**Transferability of a semicore Ti pseudopotential: the 4s error and its screening**

The table holds all-electron energies of seven unpolarised valence configurations relative to Ti³⁺ 3d¹, and the errors (all-electron minus pseudo) of a Troullier-Martins separable potential made with ld1.x, PBE, scalar-relativistic. The program tests a Janak-theorem model in which the 4s level error falls linearly with the 4s and 3d occupations, against proportionality to the 4s count and against equal screening by all outer electrons. Rows without 4s err by 36 to 52 meV and rows with 4s by 1.4 to 3.7 eV. With three constants fixed on three rows, and no 4p screening assumed, the model reproduces the 3d¹4s²4p¹ error to 1.4 %, a single check, while the two simpler models miss their worst rows by 48 % and 27 %. Scattering phases of the same calculation place the fault in the s channel, whose second state enters the test sphere at too low an energy.

Tests of a separable Troullier-Martins pseudopotential for Ti (ld1.x 7.5, PBE, scalar-relativistic), with a [Ne] core, no core correction, and 3s, 3p and 3d waves matched at 1.7, 0.95 and 1.55 bohr. The local part is the all-electron potential smoothed inside 0.8 bohr. Energies are relative to Ti³⁺ 3s2 3p6 3d1; errors are all-electron minus pseudo.

## Script

```python
# Table: Ti Troullier-Martins separable pseudopotential (ld1.x, PBE, scalar-relativistic, unpolarised):
# all-electron energies relative to Ti3+ 3d1 and errors (all-electron minus pseudo).
# Tested: error = integral (Janak) of a 4s level error that falls linearly with screening.
T = {
    'test_configuration': ['3s2 3p6 3d2 4s2 4p0', '3s2 3p6 3d2 4s1 4p0', '3s2 3p6 3d2 4s0 4p0', '3s2 3p6 3d1 4s2 4p1', '3s2 3p6 3d2 4s0 4p2', '3s2 3p6 3d2 4s0 4p1', '3s2 3p6 3d2.5 4s1.5 4p0'],
    'test_spin_polarised': ['no', 'no', 'no', 'no', 'no', 'no', 'no'],
    'excitation_energy_all_electron': [-47.867, -40.521, -26.948, -43.195, -41.58, -36.744, -47.514],  # eV
    'excitation_error': [2177, 1573, 36.42, 3704, 51.76, 48.87, 1409],  # meV
}
import re
import numpy as np
c = T['test_configuration']
occ = lambda k: np.array([float(re.search(k + r'([\d.]+)', x).group(1)) for x in c])
d, s, p = occ('3d'), occ('4s'), occ('4p')
E = np.array(T['excitation_energy_all_electron'], float)
e = np.array(T['excitation_error'], float)
nm = [x[8:] for x in c]
ix = lambda D, S, P: int(np.where((d == D) & (s == S) & (p == P))[0][0])
print('row | charge | err meV | % of |E| | err per 4s meV | sum dn^2')
for i in range(len(c)):
    per = '%.0f' % (e[i]/s[i]) if s[i] else '-'
    print('%s | %+.0f | %.1f | %.2f | %s | %.2f' % (nm[i], 4-d[i]-s[i]-p[i], e[i], e[i]/abs(E[i])/10, per, (d[i]-1)**2+s[i]**2+p[i]**2))
m = s > 0
print('rounding floor: 0.5 meV (4s rows), 0.005 meV (4s0 rows), 0.5 meV (energies)')
print('smallest 4s error / largest 4s0 error = %.1f' % (e[m].min()/e[~m].max()))
print('d2s2 / d2p2 error ratio (same charge, same dn^2) = %.1f' % (e[ix(2,2,0)]/e[ix(2,0,2)]))
print('step | AE eV | pseudo eV | pseudo-AE meV | %')
steps = [('remove 4s from d2s2', (2,2,0), (2,1,0)), ('remove 4s from d2s1', (2,1,0), (2,0,0)),
         ('remove 4p from d2p2', (2,0,2), (2,0,1)), ('remove 4p from d2p1', (2,0,1), (2,0,0)),
         ('d2s2->d2.5s1.5', (2,2,0), (2.5,1.5,0)), ('d2s2->d1s2p1', (2,2,0), (1,2,1)), ('d2s2->d2p2', (2,2,0), (2,0,2))]
st = []
for lab, a, b in steps:
    a, b = ix(*a), ix(*b); ae = E[b]-E[a]; de = e[a]-e[b]; st.append((ae, de))
    print('%s | %.3f | %.3f | %+.1f | %+.2f' % (lab, ae, ae+de/1e3, de, de/ae/10))
print('1st/2nd 4s electron: error ratio %.2f, AE binding ratio %.2f' % (st[1][1]/st[0][1], st[1][0]/st[0][0]))
bd, bp = e[ix(2,0,0)], e[ix(2,0,1)]-e[ix(2,0,0)]
bg = bd*(d-1) + bp*p
print('assumed background: %.1f meV per added 3d, %.1f meV per 4p' % (bd, bp))
y = (e-bg)[m]; S, Dd, P = s[m], d[m]-2, p[m]
print('order of 4s rows:', [n for n, k in zip(nm, m) if k])
mods = {'D,a,b (g=0)': np.c_[S, -S**2/2, -S*Dd], 'proportional to n4s': np.c_[S],
        'D,k equal screening': np.c_[S, -(S**2/2+S*Dd+S*P)]}
for k, A in mods.items():
    q = np.linalg.lstsq(A, y, rcond=None)[0]; r = A@q-y
    print('%s: par meV %s resid meV %s worst %.1f%%' % (k, np.round(q), np.round(r), np.max(abs(r)/e[m])*100))
A = mods['D,a,b (g=0)']; h = P > 0
for lab, B in (('assumed', bg), ('constant d2 value', 0*bg+bd), ('none', 0*bg)):
    yy = (e-B)[m]; q = np.linalg.solve(A[~h], yy[~h]); miss = float((A[h]@q-yy[h])[0])
    print('hold-out d1s2p1, background %s: D %.0f a %.0f b %.0f, predicted %.0f, miss %+.0f meV (%.1f%%), implied g %.0f' % (lab, q[0], q[1], q[2], e[m][h][0]+miss, miss, 100*miss/e[m][h][0], miss/2))
D0, a0, b0 = np.linalg.solve(A[~h], y[~h])
j, k = ix(2.5,1.5,0), ix(2,1,0)
print('d2.5s1.5 if d were 2: %.0f meV; 3d screening term %.0f meV; actual minus d2s1 %.0f meV' % (bd+1.5*D0-a0*1.125, -0.75*b0, e[j]-e[k]))
print('d1s2p1 minus d2s2: actual %.0f meV, model 2b = %.0f meV' % (e[ix(1,2,1)]-e[ix(2,2,0)], 2*b0))
# typed from the further outputs of the same run: energy Ry, s phase AE, s error, p error, d error (rad)
ph = np.array([[-7.08,-1.1014,-0.0006,-0.0002,0.0002], [-3.24,-1.9363,-0.0924,-0.0011,0.002],
    [-2.76,-1.9957,-0.2226,-0.0016,0.0006], [-2.28,-2.0769,-0.7854,-0.0026,0.0004],
    [-1.8,-2.1957,-2.045,-0.0043,0.0015], [-1.32,-2.3835,-2.296,-0.0073,0.0027],
    [-0.84,-2.6963,-2.1605,-0.013,0.0045], [-0.36,-3.1743,-1.8131,-0.0253,0.0073],
    [0.12,-3.6785,-1.4512,-0.0517,0.0124], [0.6,-4.0283,-1.3058,-0.0933,0.022],
    [1.08,-4.2381,-1.4513,-0.1025,0.0417], [1.56,-4.3682,-1.9201,-0.0741,0.087], [4.92,-4.6756,-3.0374,-0.0192,0.0574]])
pl, mi = ph[:,1]+ph[:,2], ph[:,1]-ph[:,2]
print('s phase AE+err rad', np.round(pl, 2).tolist(), 'falls throughout:', bool(np.all(np.diff(pl) < 0)))
print('s phase AE-err rad', np.round(mi, 2).tolist(), 'falls throughout:', bool(np.all(np.diff(mi) < 0)))
xa, xp = np.interp(np.pi, -ph[:,1], ph[:,0]), np.interp(np.pi, -pl, ph[:,0])
print('s phase passes -pi at: AE %.2f Ry, pseudo %.2f Ry, gap %.2f Ry (grid 0.48 Ry); pseudo -2pi at %.2f Ry' % (xa, xp, xa-xp, np.interp(2*np.pi, -pl, ph[:,0])))
w = (ph[:,0] > -2.3) & (ph[:,0] < 0)
print('max |phase error| -2.28..-0.36 Ry: s %.3f p %.4f d %.4f rad' % tuple(abs(ph[w,2:]).max(0)))
print('s error modulo pi at 4.92 Ry: %.3f rad' % (ph[-1,2]+np.pi))
assert np.all(e > 0) and e[m].min() > 10*e[~m].max()
assert st[1][1] > st[0][1] > 0 and a0 > 0 and b0 > 0
assert np.all(np.diff(pl) < 0) and not np.all(np.diff(mi) < 0) and xp < xa
```

Output:

```
row | charge | err meV | % of |E| | err per 4s meV | sum dn^2
3d2 4s2 4p0 | +0 | 2177.0 | 4.55 | 1088 | 5.00
3d2 4s1 4p0 | +1 | 1573.0 | 3.88 | 1573 | 2.00
3d2 4s0 4p0 | +2 | 36.4 | 0.14 | - | 1.00
3d1 4s2 4p1 | +0 | 3704.0 | 8.58 | 1852 | 5.00
3d2 4s0 4p2 | +0 | 51.8 | 0.12 | - | 5.00
3d2 4s0 4p1 | +1 | 48.9 | 0.13 | - | 2.00
3d2.5 4s1.5 4p0 | +0 | 1409.0 | 2.97 | 939 | 4.50
rounding floor: 0.5 meV (4s rows), 0.005 meV (4s0 rows), 0.5 meV (energies)
smallest 4s error / largest 4s0 error = 27.2
d2s2 / d2p2 error ratio (same charge, same dn^2) = 42.1
step | AE eV | pseudo eV | pseudo-AE meV | %
remove 4s from d2s2 | 7.346 | 7.950 | +604.0 | +8.22
remove 4s from d2s1 | 13.573 | 15.110 | +1536.6 | +11.32
remove 4p from d2p2 | 4.836 | 4.839 | +2.9 | +0.06
remove 4p from d2p1 | 9.796 | 9.808 | +12.4 | +0.13
d2s2->d2.5s1.5 | 0.353 | 1.121 | +768.0 | +217.56
d2s2->d1s2p1 | 4.672 | 3.145 | -1527.0 | -32.68
d2s2->d2p2 | 6.287 | 8.412 | +2125.2 | +33.80
1st/2nd 4s electron: error ratio 2.54, AE binding ratio 1.85
assumed background: 36.4 meV per added 3d, 12.4 meV per 4p
order of 4s rows: ['3d2 4s2 4p0', '3d2 4s1 4p0', '3d1 4s2 4p1', '3d2.5 4s1.5 4p0']
D,a,b (g=0): par meV [1993.  926.  780.] resid meV [-6. -6.  3.  8.] worst 0.6%
proportional to n4s: par meV [1354.] resid meV [ 567. -183. -984.  677.] worst 48.0%
D,k equal screening: par meV [2243.  884.] resid meV [ 577.  264. -974.  352.] worst 26.5%
hold-out d1s2p1, background assumed: D 2003 a 933 b 801, predicted 3755, miss +51 meV (1.4%), implied g 26
hold-out d1s2p1, background constant d2 value: D 2003 a 933 b 777, predicted 3731, miss +27 meV (0.7%), implied g 13
hold-out d1s2p1, background none: D 2058 a 969 b 783, predicted 3743, miss +39 meV (1.0%), implied g 19
d2.5s1.5 if d were 2: 1992 meV; 3d screening term -601 meV; actual minus d2s1 -164 meV
d1s2p1 minus d2s2: actual 1527 meV, model 2b = 1602 meV
s phase AE+err rad [-1.1, -2.03, -2.22, -2.86, -4.24, -4.68, -4.86, -4.99, -5.13, -5.33, -5.69, -6.29, -7.71] falls throughout: True
s phase AE-err rad [-1.1, -1.84, -1.77, -1.29, -0.15, -0.09, -0.54, -1.36, -2.23, -2.72, -2.79, -2.45, -1.64] falls throughout: False
s phase passes -pi at: AE -0.39 Ry, pseudo -2.18 Ry, gap 1.79 Ry (grid 0.48 Ry); pseudo -2pi at 1.56 Ry
max |phase error| -2.28..-0.36 Ry: s 2.296 p 0.0253 d 0.0073 rad
s error modulo pi at 4.92 Ry: 0.104 rad
```
